Breit g factor of a Dirac–Coulomb electron

An electron bound to a point nucleus of charge Ze has, in a weak magnetic field, the g factor

g = [κ/(j(j+1))] (κ E/(mc²) − 1/2),

where E is the Dirac energy including the rest energy. For the 1s state this is g = (2/3)(1 + 2√(1 − (Zα)²)), the result of Breit (1928). It is the zeroth order of bound-state QED for the g factor: radiative, nuclear-size and recoil terms are added on top of it. This page derives the formula and evaluates it for hydrogen-like tin, ¹¹⁸Sn⁴⁹⁺.

1. Premises and conventions

(P1) One electron of mass m and charge −e (e > 0) obeys the Dirac equation. The quantised radiation field is switched off, so there is no self-energy, no vacuum polarisation and no anomalous moment.
(P2) The nucleus is infinitely heavy and has no spin. It acts through a central electrostatic potential energy V(r). For a point nucleus V = −ζħc/r with ζ = Zα, where α = e²/(4πε₀ħc) is the fine-structure constant. We keep V general until the Coulomb form is needed.
(P3) The field B is static, uniform and along z, and it is treated to first order.

Units are SI. The vector of Dirac matrices is written α_D to keep it apart from α. In the standard representation α_D has the Pauli matrices σ in its two off-diagonal 2×2 blocks, and β = diag(1, 1, −1, −1). Angular momenta L, S = σ/2 and J = L + S are in units of ħ. Further symbols are ƛ = ħ/(mc), μ_B = eħ/(2m), the unit vector r̂ = r/r and σ_r = σ·r̂. A prime means d/dr.

The field-free Hamiltonian is

H₀ = c α_D·p + β mc² + V(r). (1)

Minimal coupling for charge −e replaces p by p + eA. With A = ½ B × r and α_D·(B × r) = B·(r × α_D), the perturbation is

H′ = ec α_D·A = (ecB/2) (r × α_D)_z. (2)

The Dirac Hamiltonian has no term in A². The g factor is defined by the linear shift of the sublevel with projection m_j:

ΔE = g μ_B B m_j. (3)

With this sign convention g is positive, and a free Dirac electron at rest has g = 2.

2. Spinor harmonics and radial equations

Let Ω_κ (the label m_j is suppressed) be a normalised two-component eigenfunction of L², J² and J_z. From J² = L² + σ·L + 3/4 it is also an eigenfunction of σ·L, and κ is defined by

σ·L Ω_κ = −(κ + 1) Ω_κ. (4)

For j = l + 1/2 one finds σ·L = l, so κ = −(l + 1). For j = l − 1/2 one finds σ·L = −(l + 1), so κ = l. In both cases

j = |κ| − 1/2, j(j+1) = κ² − 1/4, l(l+1) = κ(κ+1). (5)

Thus s½ has κ = −1, p½ has κ = +1 and p3/2 has κ = −2.

The operator σ_r is a scalar under rotations, so it keeps j and m_j. It is odd under inversion, so it changes l to the other value allowed for that j, which turns κ into −κ. It is Hermitian and its square is 1, so it keeps the norm. We fix the relative phase by

σ_r Ω_κ = −Ω_−κ, σ_r Ω_−κ = −Ω_κ. (6)

The Pauli identity (σ·a)(σ·b) = a·b + iσ·(a × b) gives (σ·r)(σ·p) = −iħ r∂_r + iħ σ·L. Multiplying from the left by σ_r/r,

σ·p = −iħ σ_r (∂_r − σ·L/r). (7)

Applied to a function u(r)/r times Ω_κ, with (4), (6) and (u/r)′ + (κ+1)u/r² = (u′ + κu/r)/r, this yields

σ·p [(u/r) Ω_κ] = (iħ/r)(u′ + κu/r) Ω_−κ. (8)

A stationary state of H₀ is written

ψ = (1/r) ( G(r) Ω_κ , i F(r) Ω_−κ ), ∫₀^∞ (G² + F²) dr = 1, (9)

with real G and F. The lower block of H₀ψ = Eψ reads cσ·p(upper) = (E − V + mc²)(lower), and the upper block reads cσ·p(lower) = (E − V − mc²)(upper). Using (8) once with κ and once with −κ,

ħc (G′ + κG/r) = (E − V + mc²) F, (10a)
ħc (F′ − κF/r) = −(E − V − mc²) G. (10b)

The behaviour at the origin is needed for the boundary terms below. For the Coulomb potential put G ≈ a r^γ and F ≈ b r^γ and keep the most singular terms. Then (γ + κ)a = ζb and (γ − κ)b = −ζa, and these are compatible only if

γ = √(κ² − ζ²), (11)

where we take the regular, positive root. It is real and positive for ζ < |κ|. For an extended nucleus V is finite at the origin and G and F vanish at least as fast as r^|κ|. At large r bound states decay exponentially.

3. First-order shift

H′ is the z component of an axial vector. It commutes with J_z, and it is even under the Dirac parity operation (r → −r combined with β, since βα_Dβ = −α_D). The states degenerate with a given Dirac–Coulomb level have the same n and j and differ in m_j or in the sign of κ, and opposite κ means opposite parity. H′ is therefore already diagonal in the degenerate set, and the first-order shift is the expectation value.

Since α_D connects upper and lower blocks, with W = (r̂ × σ)_z,

⟨(r × α_D)_z⟩ = ∫₀^∞ r G F dr · [ i⟨Ω_κ|W|Ω_−κ⟩ − i⟨Ω_−κ|W|Ω_κ⟩ ]. (12)

The factors i and −i come from the lower component iF and its complex conjugate.

4. The angular factor

The Pauli identity gives σ_zσ_r = r̂_z + i(ẑ × r̂)·σ and σ_rσ_z = r̂_z − i(ẑ × r̂)·σ. Because (ẑ × r̂)·σ = ẑ·(r̂ × σ) = W,

W = (σ_zσ_r − σ_rσ_z)/(2i). (13)

In ⟨Ω_κ|W|Ω_−κ⟩ let σ_r act to the right in the first term and to the left in the second, using (6):

⟨Ω_κ|W|Ω_−κ⟩ = ( ⟨σ_z⟩_−κ − ⟨σ_z⟩_κ )/(2i). (14)

The diagonal elements follow from the projection theorem for a vector operator within one j multiplet, ⟨S_z⟩ = m_j ⟨J·S⟩/(j(j+1)). Here J·S = σ·L/2 + 3/4 = (1 − 2κ)/4 by (4), so

⟨σ_z⟩_κ = m_j (1 − 2κ)/(2j(j+1)). (15)

For κ = −1 this is 2m_j, as it must be for a pure spin state. Both harmonics share j, so the difference in (14) is 2κm_j/(j(j+1)), and

⟨Ω_κ|W|Ω_−κ⟩ = −i κ m_j/(j(j+1)). (16)

W is Hermitian, so the second element in (12) is the complex conjugate, +iκm_j/(j(j+1)). The bracket in (12) then equals 2κm_j/(j(j+1)). Inserting this into (2) and dividing by μ_B B m_j, with ec/μ_B = 2/ƛ,

g = [κ/(j(j+1))] (2/ƛ) ∫₀^∞ r G F dr. (17)

The opposite phase choice in (6) would flip the sign of F in (10) and of the element (16) together, and would leave g unchanged.

5. The radial integral for any central potential

Multiply (10a) by rG and (10b) by rF and add. The terms in E − V cancel:

ħc [ (r/2)(G² + F²)′ + κ(G² − F²) ] = 2mc² rGF. (18)

Integrate from 0 to ∞. The first term is integrated by parts. Its boundary term r(G² + F²)/2 vanishes at both ends, and what remains is −1/2 by normalisation. The second term contains ⟨β⟩ = ∫(G² − F²)dr. Hence

(2/ƛ) ∫₀^∞ r G F dr = κ⟨β⟩ − 1/2, (19)

g = [κ/(j(j+1))] (κ⟨β⟩ − 1/2). (20)

Nothing about V was used beyond P2. With the weight of the lower component P = ∫F² dr one has ⟨β⟩ = 1 − 2P, and with (5)

g = 2κ/(2κ + 1) − 2κ² P/(j(j+1)). (21)

Binding therefore always lowers g, in proportion to the weight of the lower component.

6. The virial step: ⟨β⟩ = E/(mc²) for the Coulomb potential

Multiply (10a) by rF′ and (10b) by rG′ and subtract the second from the first. The terms rG′F′ cancel:

ħcκ (GF)′ = (r/2)(E − V)(G² + F²)′ − (r/2) mc² (G² − F²)′. (22)

Integrate from 0 to ∞. The left side gives zero because GF vanishes at both ends. On the right integrate by parts. The most singular boundary term is rV(G² + F²), which goes as r^(2γ) for the Coulomb potential and vanishes for γ > 0. The result is 0 = −½⟨E − (rV)′⟩ + ½ mc²⟨β⟩, where ⟨…⟩ of a radial function is its average over G² + F². So

mc²⟨β⟩ = E − ⟨(rV)′⟩. (23)

For the Coulomb potential rV = −ζħc is a constant, and

⟨β⟩ = E/(mc²). (24)

A second route gives the same result and is useful later. The Hellmann–Feynman theorem applied to (1) at fixed V(r) gives

⟨β⟩ = ∂E/∂(mc²). (25)

For the Coulomb potential the substitution r = ƛρ removes m from (10), so E is mc² times a function of ζ and the quantum numbers, and (25) reduces to (24).

7. Result

Combining (20) and (24),

g = [κ/(j(j+1))] (κ E/(mc²) − 1/2). (26)

This is exact in ζ within P1 to P3. The energy is the standard Dirac–Coulomb eigenvalue,

E = mc² [1 + ζ²/(n − |κ| + γ)²]^(−1/2), (27)

which we quote for general n and derive in the next section for the nodeless states, 1s among them.

Landé limit. For E → mc², (26) becomes κ(κ − 1/2)/(κ² − 1/4) = 2κ/(2κ + 1). The Landé formula with spin g factor 2 is g_J = 1 + [j(j+1) + 3/4 − l(l+1)]/(2j(j+1)). By (5) its square bracket is 1/2 − κ, so g_J = 1 − 1/(2κ + 1) = 2κ/(2κ + 1). The two agree, giving 2, 2/3 and 4/3 for s½, p½ and p3/2.

Leading binding term. From (27), E/(mc²) = 1 − ζ²/(2n²) + O(ζ⁴), so

g = 2κ/(2κ + 1) − κ²ζ²/(2n² j(j+1)) + O(ζ⁴), (28)

which for ns states is 2 − (2/3)ζ²/n².

8. The 1s state, solved directly

For κ = −k with k = 1, 2, … try G = N r^γ e^(−λr) and F = f G with constant f. In (10a) the 1/r terms give γ − k = ζf, and the constant terms give −λƛ = (ε + 1)f, where ε = E/(mc²). In (10b) they give (γ + k)f = −ζ and λƛ f = ε − 1. The two 1/r conditions reproduce (11) and fix f = −(k − γ)/ζ, so f² = (k − γ)/(k + γ). Dividing the two constant conditions gives f² = (1 − ε)/(1 + ε). Therefore ε = γ/k and λƛ = ζ/k, which is (27) for n = k. For 1s, k = 1:

γ = √(1 − ζ²), E = γ mc², λ = ζ/ƛ, f = −(1 − γ)/ζ. (29)

Equation (26) with κ = −1 and j(j+1) = 3/4 gives

g(1s) = (4/3)(γ + 1/2) = (2/3)(1 + 2√(1 − ζ²)). (30)

The explicit functions test (19) and (24) without the virial step. Since 1 + f² = 2/(1 + γ), the weights are ∫G² dr = (1 + γ)/2 and P = (1 − γ)/2, so ⟨β⟩ = γ, as (24) demands. The radial density is proportional to r^(2γ) e^(−2λr), for which ⟨r⟩ = Γ(2γ + 2)/(2λ Γ(2γ + 1)) = (2γ + 1)/(2λ). Then

∫ rGF dr = f (1 + γ)/2 · (2γ + 1)/(2λ) = −(2γ + 1) ƛ/4, (31)

where f(1 + γ) = −ζ was used. Put into (17), this is (4/3)(2γ + 1)/2, which is (30).

The binomial series √(1 − ζ²) = 1 − ζ²/2 − ζ⁴/8 − ζ⁶/16 − 5ζ⁸/128 − …, multiplied by 4/3, gives

g(1s) = 2 − (2/3)ζ² − (1/6)ζ⁴ − (1/12)ζ⁶ − (5/96)ζ⁸ − … (32)

It converges for ζ < 1, and all terms after the first are negative, so every truncation lies above (30).

The first term has a simple reading. At low velocity the lower block is σ·p/(2mc) acting on the upper one, so P ≈ ⟨p²⟩/(4m²c²). Equation (21) then gives g − 2 = −(8/3)P ≈ −(2/3)⟨p²⟩/(mc)². In the Schrödinger 1s state ⟨p²⟩ = (ζmc)², and −(2/3)ζ² follows. The reduction of g is set by the mean square velocity of the bound electron.

9. Range of validity

Coupling strength. The solution needs γ > 0, that is ζ < |κ|, or Zα < 1 for j = 1/2. No expansion in ζ is involved in (26) or (30).

Field strength. The Zeeman energy must be small against the distance to the nearest level of the same parity and m_j that H′ can reach. For states with l > 0 this is the fine-structure interval. For 1s it is of the order of the binding energy E_b = (1 − γ)mc². Time reversal gives E(m_j, B) = E(−m_j, −B), so the splitting between m_j = +1/2 and −1/2 is odd in B. The quadratic shift drops out of it, and the first correction is cubic, of relative order (μ_B B/E_b)² or smaller.

Nuclear spin. With I ≠ 0 the hyperfine interaction couples I and J, and (26) is only the electronic ingredient of the g factor of the hyperfine level.

Radiative terms, excluded by P1. We quote the known leading results as inputs. The one-loop anomaly of Schwinger (1948) adds α/π to g, and its first binding correction for 1s multiplies this by 1 + ζ²/6. The next one-loop terms are of order (α/π)ζ⁴, with a coefficient that contains ln ζ. Two-loop terms start at order (α/π)². The binding term (2/3)ζ² grows with Z² while α/π is fixed, so the radiative term is the larger of the two in the lightest ions and the smaller one in heavy ions.

Recoil, excluded by P2. For a nucleus of mass M the known leading 1s term is δg = ζ² m/M, again quoted as an input.

Nuclear size. Here (20) and (25) still hold, so for 1s δg = (4/3) ∂(δE)/∂(mc²), where δE is the level shift caused by the extended charge. Model the nucleus as a uniformly charged sphere of radius R₀ = √(5/3) R, with R the rms charge radius. Inside it V differs from the Coulomb form by δV = ζħc [1/r − 3/(2R₀) + r²/(2R₀³)]. For λR₀ ≪ 1 the 1s density is (2λ)^(2γ+1) r^(2γ)/Γ(2γ + 1), and first-order perturbation theory gives

δE/(mc²) = 2ζ² (2λR₀)^(2γ) b/Γ(2γ + 1), b = 1/(2γ) − 3/(2(2γ + 1)) + 1/(2(2γ + 3)). (33)

Because λ is proportional to m, δE scales as m^(2γ+1) at fixed R₀, and

δg = (4/3)(2γ + 1) δE/(mc²). (34)

For γ → 1 this becomes (8/3)ζ⁴(R/ƛ)². Equation (33) ignores the change of the wave function inside the nucleus, where the relativistic mixing is governed by ζ, so relative corrections of order ζ² are expected and (34) is an estimate.

10. Illustration: ¹¹⁸Sn⁴⁹⁺ in the 1s state

Inputs. Z = 50 and α = 1/137.036 (rounded), mc² = 510.999 keV, ƛ = 386.159 fm. The nucleus has even proton and neutron numbers and spin zero, so there is no hyperfine structure. For the estimates we take the approximate values R = 4.64 fm and M = 118 u, and an illustrative field B = 4 T.

Wave function. ζ = 0.3648676, ζ² = 0.1331284 and γ = 0.9310594. The binding energy is E_b = 0.0689406 mc² = 35.23 keV. The decay length is 1/λ = 1.058 pm, the mean radius is ⟨r⟩ = 1.515 pm, and the ratio of the components is f = −0.188947. The lower component carries the weight P = 0.0344703.

g factor. Equation (31) gives ∫rGF dr = −0.7155297 ƛ = −276.31 fm. Multiplying the first form by −8/(3ƛ), as (17) prescribes for κ = −1,

g = 1.908079, g − 2 = −(8/3)P = −0.091921.

These six decimals belong to the point-nucleus Dirac model, where they are fixed by α alone. They are kept in order to show how the series (32) converges:

order | term | partial sum
ζ² | −0.088752 | 1.911248
ζ⁴ | −0.002954 | 1.908294
ζ⁶ | −0.000197 | 1.908097
ζ⁸ | −0.000016 | 1.908081

Stopping after ζ⁴ leaves a truncation error of 2.1 × 10⁻⁴, so the closed form (30) is the one to use at this Z.

Zeeman splitting. At 4 T, μ_B B = 2.315 × 10⁻⁴ eV. The model's splitting g μ_B B is 4.418 × 10⁻⁴ eV, a spin-flip frequency g μ_B B/h of 106.8 GHz. With g = 2 it would be 112.0 GHz, so binding lowers the frequency by 5.15 GHz. The ratio μ_B B/E_b is 6.6 × 10⁻⁹ and its square is 4 × 10⁻¹⁷, so P3 is safe.

Neglected terms.

free one-loop anomaly, α/π: +2.32 × 10⁻³
its binding correction, (α/π)ζ²/6: +5.2 × 10⁻⁵
scale of the next one-loop terms, (α/π)ζ⁴: 4 × 10⁻⁵, times a coefficient not derived here
nuclear size, (34): about +1.6 × 10⁻⁵
scale of the two-loop terms, (α/π)²: 5 × 10⁻⁶
recoil, ζ² m/M: +6 × 10⁻⁷

For the nuclear-size entry R₀ = 5.99 fm, 2λR₀ = 0.0113, b = 0.1158 and δE/(mc²) = 4.1 × 10⁻⁶. The γ → 1 formula would give only 7 × 10⁻⁶ for δg, which shows how strongly the Dirac density is enhanced near the nucleus at this Z.

None of these terms rivals the Breit shift. The largest, α/π, is 2.5 per cent of it in magnitude and has the opposite sign. It does limit what the model says about the ion itself. The first two entries raise g by 0.12 per cent and the spin-flip frequency at 4 T by 0.13 GHz. Adding them and the nuclear-size estimate gives g ≈ 1.9105, uncertain by one or two units in the last digit because the (α/π)ζ⁴ terms are missing. The model's value 1.908079 is thus the exact Dirac–Coulomb contribution, and as a statement about the real ion it supports g ≈ 1.91.